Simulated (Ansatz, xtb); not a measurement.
## Relative energy of two isomers of BH7NSi−

We compare a, `[BH3-][SiH2]N`, a singlet, with b, `N[BH2-][SiH3]`, a singlet. Both are isolated ions in the gas phase, relaxed with PBE0-D3(BJ)/def2-SVPD; the shapes shown needn't be the lowest conformers.

a (Å):

```yaml
atoms:
  - { symbol: B, position_ang: [-1.2857, 0.8292, -1.0132] }
  - { symbol: N, position_ang: [-0.0861, -1.0967, 1.1716] }
  - { symbol: Si, position_ang: [-0.9811, 0.4421, 0.9251] }
  - { symbol: H, position_ang: [-1.8614, 1.9177, -1.1289] }
  - { symbol: H, position_ang: [-0.1668, 0.8741, -1.5475] }
  - { symbol: H, position_ang: [-1.9640, -0.0830, -1.4998] }
  - { symbol: H, position_ang: [-2.1938, 0.2856, 1.8354] }
  - { symbol: H, position_ang: [-0.2083, 1.5126, 1.7038] }
  - { symbol: H, position_ang: [0.5248, -1.3237, 0.3943] }
  - { symbol: H, position_ang: [0.4210, -1.2268, 2.0396] }
```

b (Å):

```xyz
10

B    -0.8455    0.9258   -0.0394
N    -2.2138    0.4237   -0.5544
Si    0.2112   -0.5745    0.8560
H    -2.7062    1.1524   -1.0654
H    -2.8330    0.1564    0.2070
H    -0.1336    1.3162   -0.9802
H    -0.8796    1.8422    0.8191
H     0.6182   -1.7769    0.0155
H     1.5406   -0.1459    1.4592
H    -0.4499   -1.2639    2.0468
```

Problem. Which of the two would you expect CCSD(T)/def2-SVPD + ΔMP2/def2-TZVPPD electronic energies to favour?

Solution. Structure a; the calculation gives E(b) − E(a) = +9.5 kcal/mol.

How the difference moves with the method:

```tsv
level	geometry	E(b) − E(a) (kcal/mol)	departure from the last row (kcal/mol)	job, with rough time for the two
GFN2-xTB	GFN2-xTB	+9.6	+0.2	optimisation, 0.16 s
HF/STO-3G	GFN2-xTB	+3.9	−5.5	single point, 0.32 s
r2SCAN-D4/def2-SVPD	GFN2-xTB	+7.9	−1.6	single point, 6.9 s
PBE0-D3(BJ)/def2-SVPD	PBE0-D3(BJ)/def2-SVPD	+6.9	−2.5	optimisation, 53 s
HF/def2-SVPD	PBE0-D3(BJ)/def2-SVPD	+7.0	−2.5	part of the CCSD(T) run
MP2/def2-SVPD	PBE0-D3(BJ)/def2-SVPD	+7.3	−2.1	part of the CCSD(T) run
CCSD(T)/def2-SVPD	PBE0-D3(BJ)/def2-SVPD	+6.5	−3.0	single point
CCSD(T)/def2-SVPD + ΔMP2/def2-TZVPPD	PBE0-D3(BJ)/def2-SVPD	+9.5		single point, 41 s
```

As drawn, b has 1 B–N, 1 Si–H in place of 1 N–Si, 1 B–H.

The levels shown agree on the order. The largest departure from CCSD(T)/def2-SVPD + ΔMP2/def2-TZVPPD is that of HF/STO-3G, 5.5 kcal/mol. The last row adds to CCSD(T) the change of the MP2 difference between the two basis sets, here +3.0 kcal/mol.

With harmonic frequencies from PBE0-D3(BJ)/def2-SVPD (ideal gas, rigid rotor, one conformer each, 298.15 K, 1 atm): on the last row, ΔE + ΔZPE = +9.5, ΔH = +9.4, ΔG = +9.6 kcal/mol.

The correlated steps freeze 7 core orbitals. Run with Ansatz 0.2.0, xtb 6.7.1; the last row on 2 threads of Arm Neoverse N1 on a shared host.

The amino group prefers silicon to boron here, by +9.5 kcal/mol, and the reason lies largely in the borate centre. Neutral aminoboranes owe much of their B–N strength to donation of the nitrogen lone pair into an empty boron p orbital. In b, boron is four-coordinate and carries the formal negative charge, so that orbital is taken and only a σ bond remains. Silicon in a is the more electropositive partner: it forms a strongly polar Si–N bond, probably helped by lone-pair delocalisation into neighbouring σ* orbitals. Exchanging Si–H for B–H also contributes, so the energy difference isn't a direct comparison of Si–N and B–N bond strengths.

Hartree–Fock and CCSD(T) nearly agree in the same def2-SVPD basis, which suggests that the preference doesn't hinge on electron correlation. Enlarging the basis matters more, probably because polarisation around silicon is better described. The close match of GFN2-xTB to the last row is therefore likely to involve error cancellation. The energies give a thermodynamic preference between these two isomers, but no barrier to their interconversion.
